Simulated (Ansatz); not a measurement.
Ligand exchange: GeH(CH3)2Br + C2H8Si2 → GeH(CH3)2(SiH3) + C2H5BrSi

Species: GeH(CH3)2Br, singlet; C2H8Si2 `C=C[SiH2][SiH3]`, singlet; GeH(CH3)2(SiH3), singlet; C2H5BrSi `C=C[SiH2]Br`, singlet. The partners trade Br for SiH3: Ge–Br and Si–SiH3 bonds give way to Ge–SiH3 and Si–Br.

Shapes, held fixed at every level: PBE0-D4/def2-TZVP. Flexible molecules stand in one conformer, not always the lowest. Programs: Ansatz 0.2.0. Electronic energies: no zero-point or thermal term.

| level | kind | ΔE (kJ/mol) | less CCSD(T)/def2-TZVPP |
| --- | --- | --- | --- |
| HF/def2-TZVPP | Hartree–Fock | -6.1 | +5.2 |
| r2SCAN-D4/def2-TZVPP | meta-GGA | -10.1 | +1.2 |
| wB97X-V/def2-TZVPP | range-separated hybrid | -9.2 | +2.1 |
| B2PLYP/def2-TZVPP | double hybrid | -11.4 | -0.1 |
| MP2/def2-TZVPP | perturbation theory | -15.2 | -3.9 |
| CCSD/def2-TZVPP | coupled cluster or CI | -11.3 | 0.0 |
| CCSD(T)/def2-TZVPP | coupled cluster or CI | -11.3 | 0.0 |

The highest level, CCSD(T)/def2-TZVPP, gives ΔE = -11.3 kJ/mol; the levels span -15.2 to -6.1. The column of differences is taken from that level and isn't an error. No measured value is set beside it here. Relativity is left out for Br, Ge. Outer-core shells of Br, Ge are correlated in most correlated rows, in sets that cover them unevenly.

Every level puts bromine on silicon and the silyl group on germanium, but the preference is modest, at -11.3 kJ/mol with CCSD(T). The direction fits the greater electropositivity of silicon: germanium's filled 3d shell shields its nuclear charge poorly and holds its valence electrons more tightly than simple descent of the group would suggest. The Si–Br bond is therefore more polar and stronger than Ge–Br. Giving up Si–Si for the usually somewhat weaker Ge–Si bond probably offsets part of this gain, leaving a small difference between much larger bond energies.

Hartree–Fock already gives the right sign but only about half the coupled-cluster energy, so correlation favours the products appreciably. MP2 overshoots, probably because second order exaggerates the difference in correlation between the two sides. The unchanged value from CCSD to CCSD(T) shows that the perturbative triples contributions nearly cancel across the exchange. Because germanium carries methyl groups and silicon a vinyl group, the energy can't be assigned wholly to the change of central atom.
